The cation [NH2+]B(P)Cl has a boron atom bonded to an NH₂ group, a PH₂ group and a chlorine atom. Its formula draws the positive charge on nitrogen, as if one electron had been taken from the nitrogen lone pair. The table gives the charge of each atom from a density-functional calculation. A Hirshfeld charge shares out the electron density at each point in proportion to the densities of the free atoms, and is given in units of the elementary charge e.

Hirshfeld charges of the gas-phase cation [NH2+]B(P)Cl (charge +1, doublet), computed with PySCF 2.14.0 at the wB97X/def2-TZVP level on a GFN2-xTB geometry. The hydrogens in rows 5 and 6 are bonded to nitrogen, those in rows 7 and 8 to phosphorus.

```
row  hirshfeld charge (e)  computed element
  1                -0.208                 N
  2                 0.189                 B
  3                 0.418                 P
  4                 0.090                Cl
  5                 0.185                 H
  6                 0.177                 H
  7                 0.074                 H
  8                 0.074                 H
```

**(a) Does the calculation support the formula's placement of the charge on nitrogen?**

*Solution.* Nitrogen is the most negative atom of the cation, at −0.208 e. This alone doesn't settle the matter, because nitrogen draws electrons from its hydrogens and could hide a lost electron in that way. Adding up whole groups removes the shift within N–H bonds. The NH₂ group then carries only 0.15 e, while PH₂ carries 0.57 e.

The spin density of the same calculation is a more direct witness, since it shows where the unpaired electron is. Phosphorus holds 0.74 of it and nitrogen practically none. The hole left by the lost electron therefore lies mainly on phosphorus, and the plus sign in the formula is only bookkeeping.

Bonding theory makes this plausible. The nitrogen lone pair is stabilised by donation into the empty p orbital of boron, which fits the planar NH₂ group and a B–N bond order of about 1.6. The PH₂ group is pyramidal, and its lone pair lies in the plane of the heavy atoms, where it has no overlap with that p orbital. It misses this stabilisation and is easier to ionise. The lower electronegativity of phosphorus may add to the difference.

**(b) Could bond polarity alone explain the charges, with the positive charge spread evenly over the molecule?**

*Solution.* It explains a good part of them. Nitrogen has three less electronegative neighbours and gains electrons from each, so it is negative and its hydrogens are positive. The hydrogens on nitrogen carry about 0.18 e each, those on phosphorus only 0.07 e. The latter sit right beside the unpaired electron, so nearness to it does not decide this order. Bond polarity gives the right order: N–H is strongly polar and P–H hardly at all.

The same argument fails at phosphorus. Its electronegativity is close to that of boron and hydrogen, so its bonds give it no reason to stand out. Fitted to all eight atoms, bond polarity with an even spread predicts 0.11 e for phosphorus, against the computed 0.42 e. Induction is real here, but it needs a second cause beside it.

**(c) Combine the two causes in a simple model, estimate the charge of nitrogen, and say where the model fails.**

*Solution.* Start from an even share of one eighth of the charge for each atom. Then shift charge towards the atoms that hold the unpaired electron, and add the polarity of the bonds:

$$q = \tfrac18 + a\left(s-\tfrac18\right) + k\,p$$

Here $q$ is the atomic charge and $s$ the atom's share of the spin. The polarity sum $p$ adds, over all bonds of the atom, the neighbour's electronegativity less its own, with rough Pauling values. A fit to all eight atoms gives $a\approx0.50$ and $k\approx0.077$ e. For nitrogen, $s=-0.002$ and $p=-2.6$, so

$$q_\mathrm{N} \approx 0.125 - 0.064 - 0.200 = -0.14\ \text{e}.$$

The sign is right and the size is about two thirds of the computed value, for an atom that was part of the fit. Bond polarity outweighs nitrogen's small share of the positive charge.

The typical error is 0.05 e, against 0.10 e for a model of the same form with the lost electron placed on nitrogen. That second model reproduces nitrogen exactly, but only because its extra term singles out that atom. The term comes out negative, since it absorbs the effect of nitrogen's polar bonds, so it says nothing about where the electron was lost. The analysis printed below compares all three fits.

The value of $a$ says that phosphorus shows much less charge than spin. The likely reason is screening: when phosphorus loses an electron, the remaining electrons of the molecule shift towards it and spread the positive charge over the other atoms. Spin counts only the unpaired electron, whereas charge counts them all. A calculation on the neutral molecule, which is not given here, would be needed to test this. Since phosphorus alone has a large spin, it almost fixes $a$ by itself, and its close agreement with the model is no test.

The model fails most clearly around boron, which it makes too positive by 0.09 e, while it makes chlorine and the hydrogens on nitrogen too little positive. Read bond by bond, it lets nitrogen and chlorine take too much from boron, and nitrogen too little from hydrogen. Donation of lone pairs from nitrogen and chlorine to boron could explain the misfit at boron, because it returns electrons that the polar bonds have taken. A single constant $k$ for all bonds cannot describe that return flow.

For a related cation formed by loss of one electron from a lone pair, two questions give a first guess of the charges: which lone pair is held least tightly, and which bonds are most polar?

Numerical output:

```
fit of excess on 8 rows: coefficient of holeN -0.3398 +/- 0.18, coefficient of polarity 0.01367 +/- 0.043; rms 0.103, worst 3 -0.253, leave-one-out rms 0.112
fit of excess on 8 rows: coefficient of polarity 0.07149 +/- 0.036; rms 0.13, worst 3 -0.307, leave-one-out rms 0.159
fit of excess on 8 rows: coefficient of holeP 0.5045 +/- 0.09, coefficient of polarity 0.0769 +/- 0.015; rms 0.052, worst 2 0.0881, leave-one-out rms 0.0789
Charges in e:
  row  computed  spin share  bond polarity sum  hole on N  induction only  hole by spin
    1    -0.208      -0.002               -2.6     -0.208          -0.061       -0.1392
    2     0.189       0.061                2.4     0.2002          0.2965        0.2771
    3     0.418       0.741               -0.2     0.1646          0.1106        0.4202
    4      0.09        0.14               -1.2     0.1509         0.03908        0.0401
    5     0.185           0                0.8     0.1783          0.1821        0.1233
    6     0.177       0.001                0.8     0.1783          0.1821        0.1238
    7     0.074        0.03                  0     0.1674          0.1249       0.07688
    8     0.074        0.03                  0     0.1674          0.1249       0.07688
Sum of the charges (e): 0.999
Charge of the NH2 group (e): 0.154
Charge of the PH2 group (e): 0.566
Spin share of the PH2 group (electrons): 0.801
Spin share of P less its charge (e): 0.323
Mean charge of H on N (e): 0.181
Mean charge of H on P (e): 0.074
H on N less H on P, mean charges (e): 0.107
```
